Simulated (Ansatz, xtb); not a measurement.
**Relative energy of two isomers of C4H12OSi**

Structure I: `CC(C)(C)[SiH2]O`, a singlet. Structure II: `CCC[Si@H](C)O`, a singlet. Both are isolated molecules in the gas phase, relaxed with r2SCAN-D4/def2-SVP; the shapes shown needn't be the lowest conformers.

I (Å):

```xyz
18

C    -1.3688    1.1540   -1.2773
C    -0.7728   -0.2238   -0.9591
C    -1.2874   -1.2652   -1.9643
C     0.7611   -0.1651   -1.0121
O    -0.6793   -2.2322    1.2129
Si   -1.3041   -0.7372    0.7898
H    -1.0247    1.9240   -0.5659
H    -2.4719    1.1413   -1.2539
H    -1.0649    1.4826   -2.2884
H    -0.8849   -2.2702   -1.7492
H    -0.9743   -1.0022   -2.9916
H    -2.3890   -1.3307   -1.9619
H     1.2118   -1.1338   -0.7394
H     1.1042    0.0925   -2.0312
H     1.1637    0.5967   -0.3238
H    -2.8044   -0.7509    0.8549
H    -0.7595    0.2241    1.7907
H    -1.1118   -3.0023    0.8276
```

II (Å):

```
atom    x (Å)    y (Å)    z (Å)
   C  -2.7428  -0.2740  -0.4408
   C  -1.7473  -1.2411   0.1953
   C  -0.3023  -0.7193   0.2014
   C  -0.4855   0.4883   3.0587
   O  -0.7631   2.1559   0.8047
  Si   0.0582   0.7743   1.2968
   H  -2.4706  -0.0648  -1.4899
   H  -2.7659   0.6908   0.0906
   H  -3.7629  -0.6891  -0.4414
   H  -2.0631  -1.4657   1.2311
   H  -1.7869  -2.2073  -0.3399
   H   0.3882  -1.5150   0.5429
   H   0.0202  -0.4900  -0.8336
   H   1.5405   1.0117   1.2422
   H   0.0150  -0.3909   3.4957
   H  -0.2473   1.3623   3.6851
   H  -1.5739   0.3248   3.1131
   H  -0.6293   2.4244  -0.1116
```

**Question.** Estimate which is lower in electronic energy at CCSD(T)/def2-SVP + ΔMP2/def2-TZVPP, and by roughly how much.

**Answer.** The CCSD(T)/def2-SVP + ΔMP2/def2-TZVPP calculation puts structure II lower, by 0.424 eV.

How the difference moves with the method:

```
                             level            geometry  E(II) − E(I) (eV)  departure from the last row (eV)  job, with rough time for the two
                          GFN2-xTB            GFN2-xTB              +0.330                            +0.754              optimisation, 0.23 s
                         HF/STO-3G            GFN2-xTB              −0.620                            −0.196              single point, 0.38 s
      r2SCAN-D4/def2-SVP//GFN2-xTB            GFN2-xTB              −0.509                            −0.085               single point, 4.1 s
                r2SCAN-D4/def2-SVP  r2SCAN-D4/def2-SVP              −0.475                            −0.051                optimisation, 53 s
                       HF/def2-SVP  r2SCAN-D4/def2-SVP              −0.502                            −0.078           part of the CCSD(T) run
                      MP2/def2-SVP  r2SCAN-D4/def2-SVP              −0.350                            +0.074           part of the CCSD(T) run
                  CCSD(T)/def2-SVP  r2SCAN-D4/def2-SVP              −0.347                            +0.077                      single point
CCSD(T)/def2-SVP + ΔMP2/def2-TZVPP  r2SCAN-D4/def2-SVP              −0.424                                                  single point, 83 s
```

As drawn, II has 1 C–Si, 1 C–H in place of 1 C–C, 1 Si–H.

GFN2-xTB puts the two in the other order. The largest departure from CCSD(T)/def2-SVP + ΔMP2/def2-TZVPP is that of GFN2-xTB, 0.754 eV. The last row adds to CCSD(T) the change of the MP2 difference between the two basis sets, here −0.077 eV.

With thermal terms from frequencies at re-optimised GFN2-xTB minima (ideal gas, soft modes damped towards free rotors, one conformer each, 298.15 K, 1 atm): on the last row, ΔE + ΔZPE = −0.376, ΔH = −0.369, ΔG = −0.408 eV.

The correlated steps freeze 10 core orbitals. Mirror images aren't counted in ΔG. Run with Ansatz 0.2.0, xtb 6.7.1; the last row on 4 threads of Arm Neoverse V1 on a shared host.

The preference for the propyl(methyl)silanol comes mainly from bond exchange: moving a carbon from the tert-butyl group to silicon trades a C–C and an Si–H bond for a C–Si and a C–H bond. The strong C–H bond gained in place of the weaker Si–H bond probably outweighs the less favourable exchange of C–C for C–Si. Electron correlation works the other way, narrowing the gap from −0.502 eV in Hartree–Fock to −0.347 eV in CCSD(T) with the same basis, as expected if the compact, branched tert-butyl group gains more from medium-range correlation.

GFN2-xTB's reversed order isn't a geometry effect, since r2SCAN-D4 favours II on the same structures; its parametrised balance of bond energies is the likelier cause. Zero-point energy trims II's advantage, consistent with C–H being stiffer than Si–H, while entropy restores part of it, probably through the more flexible propyl chain. This thermodynamic preference says nothing about how readily the isomers interconvert.
